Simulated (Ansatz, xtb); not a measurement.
# Relative energy of two isomers of C3H9BN2

Structure a is `B1NCCCN1`, a singlet and structure b is `CN1BNCC1`, a singlet. Both are isolated molecules in the gas phase, relaxed with B3LYP-D3(BJ)/def2-SVP; the shapes shown needn't be the lowest conformers.

a (Å):

```xyz
15

C     0.5173   -0.8077   -0.1238
C    -0.9031   -0.3252    0.1845
C    -0.9288    1.1465    0.6071
B     1.1704    0.5782    1.8713
N     1.4037   -0.5024    0.9859
N     0.0143    1.3755    1.6881
H     1.9419    0.8122    2.7718
H     2.2388   -1.0668    1.0613
H     0.8668   -0.3351   -1.0651
H     0.4985   -1.8952   -0.3136
H    -1.3155   -0.9372    1.0047
H    -1.5481   -0.4730   -0.6963
H    -0.7006    1.7828   -0.2730
H    -1.9514    1.4155    0.9250
H    -0.1629    2.1791    2.2752
```

b (Å):

```xyz
15

C     1.6084    0.3759    2.1011
C    -1.4561   -0.0092   -0.0179
C    -0.7466    0.4075    1.2916
B     0.8808   -0.0586   -0.3417
N     0.6638    0.1219    1.0504
N    -0.3761   -0.0265   -0.9994
H     1.5913    1.4339    2.4364
H     2.6266    0.1503    1.7524
H     1.4088   -0.2477    2.9937
H     1.9544   -0.2078   -0.8653
H    -0.5766   -0.3119   -1.9473
H    -2.2642    0.6944   -0.2820
H    -1.9201   -1.0092    0.0954
H    -0.8945    1.4882    1.5000
H    -1.1376   -0.1423    2.1669
```

Energies in hartree; the thermal terms are from GFN2-xTB frequencies at re-optimised GFN2-xTB minima (ideal gas, soft modes damped towards free rotors, one conformer each, 298.15 K, 1 atm) and include the zero-point energy:

|  | a | b |
| --- | --- | --- |
| E, CCSD(T)/def2-SVP | −253.250050 | −253.232267 |
| E, MP2/def2-SVP | −253.160597 | −253.141999 |
| E, MP2/def2-TZVPP | −253.629701 | −253.610273 |
| zero-point energy | 0.128737 | 0.126941 |
| H(298 K) − E | 0.135666 | 0.134536 |
| G(298 K) − E | 0.099819 | 0.096924 |

Problem. Correct the CCSD(T) difference for the basis set by the MP2 change, then work out ΔE, ΔE₀, ΔH and ΔG for a → b in kcal/mol (1 Eh = 627.51 kcal/mol) and the equilibrium ratio [b]/[a].

Solution. 1. Differences b − a: CCSD(T) +0.017783, MP2 in the small set +0.018598, MP2 in the large set +0.019428 Eh.
2. ΔE = +0.017783 + (+0.019428 − (+0.018598)) = +0.018613 Eh = +11.68 kcal/mol.
3. ΔE₀ = ΔE + ΔZPE = +0.018613 + (−0.001796) Eh = +10.55 kcal/mol.
4. ΔH = ΔE + (−0.001130) Eh = +10.97 kcal/mol.
5. ΔG = ΔE + (−0.002895) Eh = +9.86 kcal/mol, so ΔS = (ΔH − ΔG)/T = +15.5 J/(mol K).
6. kT = 0.9442 mEh, so K = [b]/[a] = exp(−ΔG/kT) = exp(−16.65) ≈ 5.9 × 10^−8.

Structure a is favoured at this temperature. An error of 1 kcal/mol in ΔG would change K by a factor of 5.4. Mirror images and further conformers aren't counted.

As drawn, b has 1 C–N, 1 C–H in place of 1 C–C, 1 N–H. Structure a has a 6-membered ring, b a 5-membered ring.

Other levels gave ΔE = +2.0 (GFN2-xTB); +6.2 (HF/STO-3G, GFN2-xTB geometries); +12.3 (r2SCAN-D4/def2-SVP, GFN2-xTB geometries); +11.4 (B3LYP-D3(BJ)/def2-SVP); +11.1 (HF/def2-SVP); +11.7 (MP2/def2-SVP); +11.2 (CCSD(T)/def2-SVP) kcal/mol. The correlated steps freeze 6 core orbitals. Programs: Ansatz 0.2.0, xtb 6.7.1.

The six-membered diazaborinane lies clearly below its N-methylated five-membered isomer, and every level listed agrees on the sign. Both rings keep the N–B–N unit, in which the nitrogen lone pairs donate into the empty boron p orbital, so the preference probably owes little to a loss of B–N π bonding. It fits the exchange of bonds instead: a C–C and N–H pair is usually stronger than a C–N and C–H pair, which is also why ethylamine is more stable than dimethylamine. The smaller ring probably adds some strain, since it narrows the angles at trigonal boron and nitrogen.

Hartree–Fock in the split-valence basis already gives +11.1 kcal/mol, so differential correlation is minor. The much smaller GFN2-xTB gap suggests that its parametrisation balances these bond types poorly. Entropy favours the five-membered isomer, plausibly through its methyl rotor and softer ring motions, but far too weakly to reverse the order. The equilibrium ratio says nothing about the rate of interconversion, which would require breaking strong σ bonds.
